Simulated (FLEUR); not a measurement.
# Energy of zincblende MnS against fixed total spin moment, all-electron FLAPW with PBEsol

Manganese in MnS is close to Mn²⁺, with five d electrons, and sulfur is close to a closed-shell S²⁻ ion. With all five d spins parallel, the two-atom cell would carry 5 μB. I use the fixed-moment curve to find how much energy this local moment gains and how firmly its size is held. Both matter for magnetic semiconductors, where a rigid moment can be treated as a fixed spin on each manganese atom. The total spin moment is imposed at the measured geometry, and each energy is given per cell relative to the run without spin polarisation, so a negative value means that the polarised state is lower. All cells have parallel manganese moments, whereas the real compound orders antiparallel.

## Systems and settings

MnS (zincblende): the measured cell (COD); 2 atoms in the cell, atoms and cell held. FLEUR MaX-R8.1, all-electron FLAPW in bulk geometry, scalar-relativistic valence, PBEsol, basis cutoff 4.26 1/bohr, density cutoff 12.8 1/bohr, Fermi-Dirac smearing of 0.05 eV, muffin-tin radii Mn 2.70, S 1.76 bohr. Local moments are those inside the muffin-tin spheres. Collinear spins without spin-orbit coupling, 6x6x6 k-points. The total moment is held by two Fermi energies, one for each spin; the row marked free is the unconstrained run, and the row at M = 0 is the run without spin polarisation.

Notes on method and selection:

- Each run ends in the state reached from its start (the fixed-moment runs continue from an earlier run), which may not be the lowest.
- A uniform moment does not probe antiparallel order, which can lie lower.
- At small fixed moments unlike atoms can carry local moments of opposite sign, so the curve need not run smoothly into the unpolarised point.
- Stoner picture: E = M^2 (1/(2N) - I/4) for small M, with N the density of states of both spins at the Fermi energy of the unpolarised run and I the Stoner parameter of the cell.
- A blank cell means that the quantity does not apply to the row, or that its run was not made or gave no value that passed the checks named.
- Curves that are not smooth, that do not rise at the largest moment or whose runs differ in settings are not tabled.
- Runs that did not converge, have known faults or may not be shown are not listed, and runs on Ansatz's PAW sets soft_1 and soft_2 are kept to separate tables.

Columns:

- fixed moment (μB/cell): total spin moment of the cell, held fixed.
- energy from unpolarised (meV/cell): free energy of the cell less that of the run without spin polarisation.
- Mn moment (μB): largest spin moment inside a Mn sphere, signed along the total.

## The series

| member | fixed moment (μB/cell) | energy from unpolarised (meV/cell) | Mn moment (μB) |
| --- | --- | --- | --- |
| M = 0 muB | 0.000 | 0.0 | – |
| M = 0.818 muB | 0.818 | ? | ? |
| M = 1.64 muB | 1.636 | −249.8 | 1.771 |
| M = 2.45 muB | 2.454 | −568.6 | 2.577 |
| M = 3.27 muB | 3.272 | −956.5 | 3.313 |
| M = 4.09 muB | 4.090 | −1331.2 | 3.961 |
| M = 4.85 muB, free | 4.848 | −1514.9 | 4.467 |
| M = 4.91 muB | 4.909 | −1513.5 | 4.503 |
| M = 5.73 muB | 5.727 | 616.9 | 4.748 |
| M = 6.54 muB | 6.545 | 3306.4 | 4.974 |

Cells marked ? are withheld until the estimate has been made.

## Interpretation

The energy falls from zero at M = 0 to −1514.9 meV/cell at the free moment of 4.848 μB, and it is higher again in every row above that. The descent is steepest between 2.454 and 3.272 μB, where the mean slope is (−956.5 + 568.6) / 0.818 = −474 meV/μB. I attribute the gain to exchange within the manganese d shell: parallel d electrons gain more exchange energy than it costs to move them into higher levels of the same shell. The sphere moments fit this picture. From 1.636 to 4.090 μB the manganese sphere takes up (3.961 − 1.771) / 2.454 = 0.89 of the added moment.

Above the free moment the curve turns into a wall. Between 4.909 and 5.727 μB the mean slope is (616.9 + 1513.5) / 0.818 = 2604 meV/μB, more than five times the steepest descent and of opposite sign. Once the five majority d states are full, more moment can come only from taking minority electrons out of the mainly sulfur p valence band and placing them in majority conduction states. Each such flip adds 2 μB, so the slope corresponds to a mean separation of 2 × 2604 = 5208 meV, about 5.2 eV, between the two Fermi energies. The sharp drop in the reported Fermi energy over the same interval agrees with this. From 4.909 to 6.545 μB the manganese sphere takes only (4.974 − 4.503) / 1.636 = 0.29 of the added moment, and the rest lies on sulfur and between the spheres.

The free moment is 5 − 4.848 = 0.152 μB short of the ionic value. A non-integer moment means that both spin channels are partly filled at the Fermi level, so this parallel-spin state is metallic, although the real compound is a semiconductor. The tendency of PBEsol to make gaps too small, together with the imposed parallel order, is a likely reason.

## An estimate before looking

Plain estimates from the members shown:

- M = 0.818 muB, straight-line interpolation between M = 0 muB and M = 1.64 muB: w = (0.818 − 0.000) / (1.636 − 0.000) = 0.500, so 0.0 + 0.500 × (−249.8 − 0.0) = −124.9 meV/cell

I do not trust the straight line for M = 0.818 μB. Without spin-orbit coupling, reversing all spins leaves the energy unchanged, so a smooth curve must start flat at M = 0 and bend downwards. A straight line from zero to 1.636 μB therefore lies too deep at its middle.

The Stoner form, with energy proportional to M², has the required symmetry. I scale it from the nearest polarised row: −249.8 × (0.818 / 1.636)² = −62.5 meV/cell.

The same step can be tried on shown rows, each time going from one moment to the next lower one. From 2.454 to 1.636 μB it gives −568.6 × (1.636 / 2.454)² = −252.7 meV/cell against the tabulated −249.8, a miss of 1.2%. From 3.272 to 2.454 μB it gives −956.5 × (2.454 / 3.272)² = −538.0 against −568.6, a miss of 5.4%. The two misses have opposite signs, so I apply no correction.

For the error I take the larger miss, 0.054 × 62.5 = 3.4 meV/cell, and round it up to 4. The main risk is a change of magnetic state at small moment. Sulfur already opposes manganese at the lower fixed moments, and a different balance between the two would take the energy off the parabola.

**Committed estimate, M = 0.818 muB: energy from unpolarised = −62 ± 4 meV/cell.**

## The answer

| member | fixed moment (μB/cell) | energy from unpolarised (meV/cell) | Mn moment (μB) |
| --- | --- | --- | --- |
| M = 0.818 muB | 0.818 | −62.0 | 0.896 |

| member | estimate | energy from unpolarised (meV/cell) | computed | estimate − computed | miss in error bars |
| --- | --- | --- | --- | --- | --- |
| M = 0.818 muB | committed | −62.0 | −62.0 | 0.0 | 0.0 |
| M = 0.818 muB | interpolation | −124.9 | −62.0 | −62.9 |  |

The estimate of −62 ± 4 meV/cell agrees with the computed −62.0. Before rounding it was −62.5, a miss of 0.5 meV/cell, while the straight line lies 62.9 meV/cell too deep. My error bar was wide because it came from a step at larger moments, where the curve is already leaving the parabola.

The symmetry argument decided the matter: the curve starts flat and bends downwards as M². The change of magnetic state that I named as the main risk did not occur. The manganese sphere carries 0.896 / 0.818 = 1.10 times the total moment, against 1.771 / 1.636 = 1.08 in the next row, and sulfur keeps its small opposite moment.

The new row gives −62.0 / 0.818² = −92.7 meV/μB² for the Stoner coefficient 1/(2N) − I/4. Since 1/(2N) is positive, the Stoner parameter of the cell must exceed 4 × 92.7 = 371 meV in this picture. The unpolarised state is therefore unstable even to a small uniform moment.

## Exceptions

The rows at 5.727 and 6.545 μB stand farthest from the trend. The parabola that describes small moments, −93 meV/μB² times M², would put them near −3.1 and −4.0 eV/cell, but they lie at +616.9 and +3306.4 meV/cell. They are about 3.7 and 7.3 eV too high.

The likeliest reason is the full majority d shell, as argued above. The sulfur moment, which grows parallel to that of manganese, supports this, because emptying minority sulfur p states leaves a majority excess on sulfur. Between these two rows the slope is (3306.4 − 616.9) / 0.818 = 3288 meV/μB, or a mean separation of 2 × 3288 = 6576 meV, about 6.6 eV, between the two Fermi energies.

The free row is also above the parabola, by about 0.7 eV. A possible cause is band filling: the last minority electrons to be moved come from low-lying states and must enter the highest majority d states, so that each transfer gains less.

## Conclusions

The moment settles at 4.85 μB per cell, close to the five parallel d spins of Mn²⁺. The gain over the unpolarised state, with 96.5 kJ/mol per eV, is 1514.9 / 1000 × 96.5 = 146 kJ per mole of MnS. The size of the moment is held unevenly: lowering it to 4.090 μB costs −1331.2 + 1514.9 = 183.7 meV/cell, while raising it to 5.727 μB costs 616.9 + 1514.9 = 2131.8 meV/cell.

From 0.818 to 3.272 μB, E = −93 M² (meV/cell, M in μB) reproduces the four rows with a typical miss of 20 meV/cell, against a scatter of about 340 about their mean. At 4.090 μB it is already 17% too deep, and in the rows at 5.727 and 6.545 μB it has the wrong sign.

One omitted effect that could be as large as the energies in the table is extra on-site repulsion U in the manganese d shell. For ten equally half-filled d spin-orbitals the usual correction, half of U times the sum of n(1 − n) over the spin-orbitals of occupation n, is U times 0.5 × 10 × 0.5 × 0.5 = 1.25, and it nearly vanishes for the full-moment ion. With an assumed U of 4 eV, the well could deepen by up to about 5 eV.
